Closed density–potential inversion on two sites: one electron, minimal-basis H₂⁺

With one electron on two sites, the map from density to potential can be written as a single formula, including the places where it breaks down. Units are atomic (ħ = e = mₑ = 1, energies in hartree Eh, lengths in bohr), and a dot is d/dt.

1. From H₂⁺ to the dimer

Clamp the protons at z = +R/2 (atom a) and z = −R/2 (atom b), and put a hydrogen 1s function with exponent 1 on each. With S = ⟨a|b⟩, C = ⟨a|1/r_b|a⟩ and X = ⟨a|1/r_a|b⟩,

  S = e^(−R)(1 + R + R²/3),  C = 1/R − e^(−2R)(1 + 1/R),  X = e^(−R)(1 + R),
  E_g = −1/2 − (C + X)/(1 + S),  E_u = −1/2 − (C − X)/(1 − S),

where E_g and E_u are the electronic energies of σg ∝ a + b and σu ∝ a − b. The sites are the Löwdin orbitals |1⟩ = (σg + σu)/√2 and |2⟩ = (σg − σu)/√2. The field-free Hamiltonian couples them by (E_g − E_u)/2 = −T. The coordinate z is diagonal in this basis: parity gives ⟨σg|z|σg⟩ = ⟨σu|z|σu⟩ = 0, hence z₁₂ = 0, and z₁₁ = −z₂₂ = ⟨σg|z|σu⟩ = d/2 with d = R/√(1 − S²). A field E(t) along the bond adds +E(t)z for the electron, so up to a constant

  H = −T(|1⟩⟨2| + |2⟩⟨1|) + v₁|1⟩⟨1| + v₂|2⟩⟨2|,  Δv = v₁ − v₂ = d·E(t).   (1)

At the typical bond length R = 2.0 bohr: S = 0.5865, C = 0.4725, X = 0.4060, E_g = −1.0538 Eh, E_u = −0.6609 Eh, a gap of 0.3929 Eh (10.69 eV), T = 0.1965 Eh and d = 2.469 bohr. The rounded T and d are the inputs from here on. The "density" is the Löwdin population n₁ = |c₁|², with n₂ = 1 − n₁; it is equivalent to the dipole, since ⟨z⟩ = (d/2)m with m = n₁ − n₂.

2. The inversion

The Schrödinger equation reads iċ₁ = v₁c₁ − Tc₂, iċ₂ = v₂c₂ − Tc₁. For the bond coherence ρ = c₁*c₂ it gives

  ṅ₁ = −2T Im ρ,   ρ̇ = iΔv ρ + iT(n₁ − n₂).

Define K = 2T Re ρ, which is minus the expectation value of the hopping term. Differentiating ṅ₁ with the imaginary part of ρ̇, and K with the real part, gives

  n̈₁ = −K Δv − 2T²(n₁ − n₂),   (2)
  K̇ = Δv ṅ₁.   (3)

For one electron in a pure state |ρ|² = n₁n₂, so K² + ṅ₁² = 4T²n₁n₂. Solving (2) for the potential,

  v₁ − v₂ = −N/K,  N = n̈₁ + 2T²(n₁ − n₂),  K = ±√(4T²n₁n₂ − ṅ₁²).   (4)

The formula closes because of a count of variables. After norm and global phase the state has two real parameters, n₁ and the phase φ in ρ = √(n₁n₂)e^(iφ). The current ṅ₁ fixes sin φ, and K = 2T√(n₁n₂) cos φ is then known up to its sign. The sum v₁ + v₂ drops out: it is the free function c(t) of the general theorems.

Equation (4) also proves existence. Differentiating K² gives

  d(K²)/dt = −2ṅ₁N,   (5)

so the Δv of (4) satisfies (3) as well as (2). A twice continuously differentiable n₁(t) with K² > 0, whose n₁(0) and ṅ₁(0) match the initial state, is therefore produced by exactly one Δv(t).

3. The sign of K and its zeros

Sign. The initial state fixes K(0), and K is continuous for a bounded potential, so the sign holds as long as K ≠ 0. The substitution ρ → −ρ*, Δv → −Δv leaves n₁(t) unchanged and reverses K. Thus σg (K = +T) in a field E(t) and σu (K = −T) in the field −E(t) have the same density at all times. This is initial-state dependence in its smallest form.

K = 0 with N ≠ 0. Take ṅ₁ ≠ 0 at this time t*. By (5), K² ≈ 2ṅ₁N(t* − t), so Δv ≈ ∓N/√(2ṅ₁N(t* − t)) diverges as (t* − t)^(−1/2). Beyond t* the prescribed density has K² < 0, which violates the bound |ṅ₁| ≤ 2T√(n₁n₂) obeyed by every state. No potential produces it.

K = 0 with N = 0. A density generated by a bounded potential has N = −KΔv, so both vanish together. If Δv ṅ₁ ≠ 0 there, (3) shows that K passes through zero and changes sign, and Δv(t*) = K̇/ṅ₁ resolves the 0/0. The state at t* is invariant under ρ → −ρ*, so both Δv and −Δv continue the same density. Continuity of the potential selects one of them if Δv(t*) ≠ 0. The initial state therefore fixes the sign only up to the first zero of K.

K(0) = 0. For an electron that starts on one site, or in (1, i)/√2, the potentials Δv(t) and −Δv(t) give identical densities from the same initial state, however smooth they are. Uniqueness fails outright.

4. Sinusoidal field: forward solution, then inversion

Let Δv = V sin θ, θ = ωt. The time-periodic (Floquet) state that goes over into σg as V → 0 has m = Σ m_n sin nθ with n odd and K = Σ k_p cos pθ with p even. Inserting these in (2), written as m̈ + 4T²m = −2KΔv, and in (3) gives, with D_n = 4T² − n²ω²,

  D₁m₁ = −V(2k₀ − k₂),   D_n m_n = −V(k_(n−1) − k_(n+1)) for n ≥ 3,
  p k_p = (V/4)[(p + 1)m_(p+1) − (p − 1)m_(p−1)] for p ≥ 2.

The ratios a_n = k_(n+1)/m_n and b_p = m_(p+1)/k_p then form a continued fraction,

  b_(n−1) = −V/(D_n − V a_n),  a_(p−1) = −(V/4)(p − 1)/[p − (V/4)(p + 1)b_p],
  m₁/k₀ = −2V/(D₁ − V a₁),

and K² + ṅ₁² = T² at θ = 0, where n₁ = n₂ = 1/2, fixes k₀ > 0. No rotating-wave approximation is made.

Illustrative drive: ω = 0.1 Eh (456 nm, period 1.52 fs) and V = 0.1 Eh, that is a field amplitude V/d = 0.0405 a.u. or a cycle-averaged intensity of 5.8×10¹³ W/cm². Starting the fraction with a₁₁ = 0 gives

  k₀ = 0.192784 Eh, m₁ = −0.264755, m₃ = −0.004718, m₅ = +0.000098, m₇ = −6.2×10⁻⁷.

Now discard the field, keep only n₁(t) = (1 + m)/2 and the positive sign of K, and evaluate (4) with the unrounded coefficients:

  θ     n₁        ṅ₁         N           K         −N/K
  π/6   0.43148   −0.01149   −0.009715   0.19431   0.05000
  π/4   0.40469   −0.00888   −0.013625   0.19269   0.07071
  π/2   0.37003    0.00000   −0.018975   0.18975   0.10000

The last column is V sin θ in Eh. The density carries odd overtones, yet the inversion returns the pure sine, because the overtones of N cancel against the oscillation of K. Over the cycle K runs between 0.19601 Eh (θ = 0) and 0.18975 Eh (θ = π/2), far from zero, so the map is regular at all times.

Linear response is (4) with K → T: m(ω) = −2TΔv(ω)/(4T² − ω²). It gives m₁ = −0.272068, and the full amplitude is 2.7 per cent smaller. Freezing K at T in the last table row returns 0.0966 Eh in place of 0.1 Eh. The response function has no zero at finite ω and so can be inverted; its inverse vanishes at ω = 2T, where a free oscillation needs no field and is settled by the initial state. The induced dipole −(d/2)m gives the parallel polarisability α(ω) = Td²/(4T² − ω²), with static value d²/(4T) = 7.76 a.u.

These numbers are the model's. The static parallel polarisability of H₂⁺ at this bond length is typically about 5 a.u., so the unscaled 1s basis overstates the response by roughly half. Higher states and ionisation are absent. Clamped nuclei are sensible for a cycle or two only, since the typical vibrational period is about 15 fs. None of this touches (4), which is exact for the Hamiltonian (1).

5. Prescribed sinusoidal density: all three regimes in closed form

Ask for m = A cos ωt with 0 < A < 1, starting from the real state c = (√n₁, √n₂), which has ṅ₁ = 0 and K(0) > 0. Equation (4) gives

  Δv(t) = (A/2)(ω² − 4T²) cos ωt / K,  K² = T²(1 − A² cos²ωt) − (Aω/2)² sin²ωt.   (6)

Take ω = 0.45 Eh, above 2T.

(a) Aω < 2T. K² > 0 always, and the potential is smooth and periodic. It tends to the sinusoid of linear response as A → 0.

(b) Aω = 2T, here A = 0.8733. Then K = T√(1 − A²) cos ωt on the smooth branch, N and K share their zeros, and Δv = √(ω² − 4T²) = 0.2192 Eh is constant. This is a Rabi oscillation in a static field, with ω² = 4T² + Δv². K changes sign at t = π/(2ω) = 3.491 a.u. Holding the sign positive instead gives K = T√(1 − A²)|cos ωt| and a square wave ±0.2192 Eh, which produces the same density from the same initial state.

(c) Aω > 2T, for instance A = 0.9. K vanishes at

  sin²ωt* = T²(1 − A²)/[A²(ω²/4 − T²)],

that is t* = 2.337 a.u. (56.5 as), where cos ωt*, and with it N, is not zero. The potential starts at 0.252 Eh, has reached 1.16 Eh at 0.99 t*, and diverges at t*. The requested density demands more current than the bond can carry. A larger Δv does not help, because the potential only turns the phase φ and |sin φ| ≤ 1.

6. Comparison with the general statements

Uniqueness (Runge and Gross, 1984). For a fixed initial state and interaction, potentials that are Taylor-expandable about the initial time and differ by more than c(t) give different densities. On the dimer, let two such potentials first differ in the k-th time derivative of Δv. Differentiating (2) k times, and noting from (3) that derivatives of K up to order k involve only lower derivatives of Δv, the (k + 2)-th derivatives of n₁ differ by −K(0) times that difference. The argument holds if and only if K(0) ≠ 0. The counterexample of section 3 shows that the condition is needed for the result itself.

Existence (van Leeuwen, 1999). In the continuum ∂²n/∂t² = ∇·(n∇v) + q, with q an expectation value that contains no v, and the construction solves this Sturm–Liouville problem for v. Equation (2) is its two-point form: K(v₂ − v₁) stands for ∇·(n∇v) and −2T²(n₁ − n₂) for q. On a chain with spacing a and T = 1/(2a²), each bond has K = Re(c_i*c_(i+1))/a², and for a smooth wavefunction the sum of K(v_j − v_i) over neighbours, divided by a, tends to ∂ₓ(n∂ₓv). The coefficient n cannot be negative, whereas K at finite spacing has either sign and can vanish with both sites occupied. The one-electron continuum current n∇(phase) has no bound in terms of n, while the lattice current does. Regime (c) is thus a lattice effect.

Lattice theorem (Farzanehpour and Tokatly, 2012). On a finite lattice the force equation is linear in the site potentials, with a matrix built from the bond quantities K. Where that matrix is invertible apart from the uniform shift, eliminating v gives a nonlinear Schrödinger equation, an ordinary differential equation to which the Picard–Lindelöf theorem applies. A unique potential exists on a finite interval for a twice continuously differentiable density compatible with the initial state, with no assumption of analyticity in time, and the solution extends until invertibility is lost. On two sites the matrix reduces to the number K. A ground state of (1) with T > 0 and finite Δv has both coefficients of one sign, so K(0) > 0 and the theorem applies.

What does not carry over is the explicit square root. With two interacting electrons the term −KΔv in (2) keeps its form, with K summed over spin, but the interaction does not commute with the bond current and adds a term of its own. For an on-site repulsion U in the singlet sector, let K_a be the part of K from the link between (↑↓,0) and the covalent singlet, whose energies differ by Δv + U, and K_b the part from the link between the covalent singlet and (0,↑↓), whose energies differ by Δv − U. With K = K_a + K_b,

  n̈₁ = −K Δv − 2T²(n₁ − n₂) − U(K_a − K_b).

The v-independent part q now contains −U(K_a − K_b), so N in (4) gains +U(K_a − K_b). Neither K nor N is fixed by n₁ and its time derivatives at the same instant. Both depend on the history and must be propagated with the state.

7. The same numbers for a silicon double quantum dot

One electron in a gate-defined silicon double dot obeys (1) with Δv the detuning and T the tunnel coupling, if valley states and dephasing are ignored. Equation (4) depends only on Δv/T and Tt. With an assumed T = 20 µeV, the drive of section 4 (V/T = ω/T = 0.509) becomes a detuning amplitude of 10.2 µeV at 2.46 GHz, and the populations n₁ in the table are unchanged. Dephasing makes |ρ|² < n₁n₂, and the square root in (4) is then only an upper bound on |K|.